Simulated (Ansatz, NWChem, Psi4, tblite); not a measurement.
## Redistribution: CHBr2Cl + C2H3ClF2 → CHBrCl2 + C2H3BrF2

Gas-phase species: CHBr2Cl (chlorodibromomethane) `ClC(Br)Br`, singlet; C2H3ClF2 `FCC(F)Cl`, singlet; CHBrCl2 (bromodichloromethane) `ClC(Cl)Br`, singlet; C2H3BrF2 `FCC(F)Br`, singlet. The partners trade Br for Cl; both sit on C, so the bond types are kept.

Shapes, held fixed at every level: PBE0-D4/def2-TZVP. Flexible molecules stand in one conformer, not always the lowest. Programs: Ansatz 0.2.0, NWChem 7.3.0, Psi4 1.11, tblite 0.8.0. A level may come from different programs for different species; with the same settings they agree closely. Electronic energies: no zero-point or thermal term.

| level | kind | ΔE (kJ/mol) | less CCSD(T)/def2-TZVPP |
| --- | --- | --- | --- |
| GFN1-xTB | semi-empirical | -6.9 | -14.5 |
| HF/def2-TZVPP | Hartree–Fock | +7.1 | -0.5 |
| r2SCAN-D4/def2-TZVPP | meta-GGA | +6.4 | -1.2 |
| B3LYP/6-31G* (Cartesian functions) | global hybrid | +2.3 | -5.3 |
| B3LYP-D4/def2-TZVPP | global hybrid | +6.3 | -1.3 |
| PBE0-D4/def2-TZVPP | global hybrid | +6.8 | -0.8 |
| MP2/def2-TZVPP | perturbation theory | +9.1 | +1.5 |
| CCSD/def2-TZVPP | coupled cluster or CI | +7.5 | -0.1 |
| CCSD(T)/def2-TZVPP | coupled cluster or CI | +7.6 | 0.0 |

The highest level, CCSD(T)/def2-TZVPP, gives ΔE = +7.6 kJ/mol; the levels span -6.9 to +9.1. They disagree on the sign: 8 of 9 are positive. The column of differences is taken from that level and isn't an error. No measured value is set beside it here. Relativity is left out for Br. Outer-core shells of Br are correlated, in sets that cover them unevenly.

The exchange is mildly uphill, at +7.6 kJ/mol with CCSD(T): bromine is better placed on the carbon that carries only heavier halogens, and chlorine on the one that also carries fluorine. The likely reason is electrostatic and hyperconjugative. Fluorine leaves its carbon electron-poor, which favours the more electronegative chlorine as its geminal partner. Relief of Br···Br crowding in CHBr2Cl should pull the other way, but evidently doesn't prevail.

Because every bond type is kept, most of the correlation energy cancels. Hartree–Fock therefore already lies close to coupled cluster, and the triples barely matter. MP2 somewhat overshoots, while GFN1-xTB alone reverses the sign, probably because its parametrised halogen terms don't resolve so small a substituent effect. The low B3LYP/6-31G* value may reflect the small basis or the missing dispersion term, which this comparison can't separate. The ab initio and density-functional results support a modest preference for the reactants in electronic energy, but say nothing about how readily the halogens would exchange.
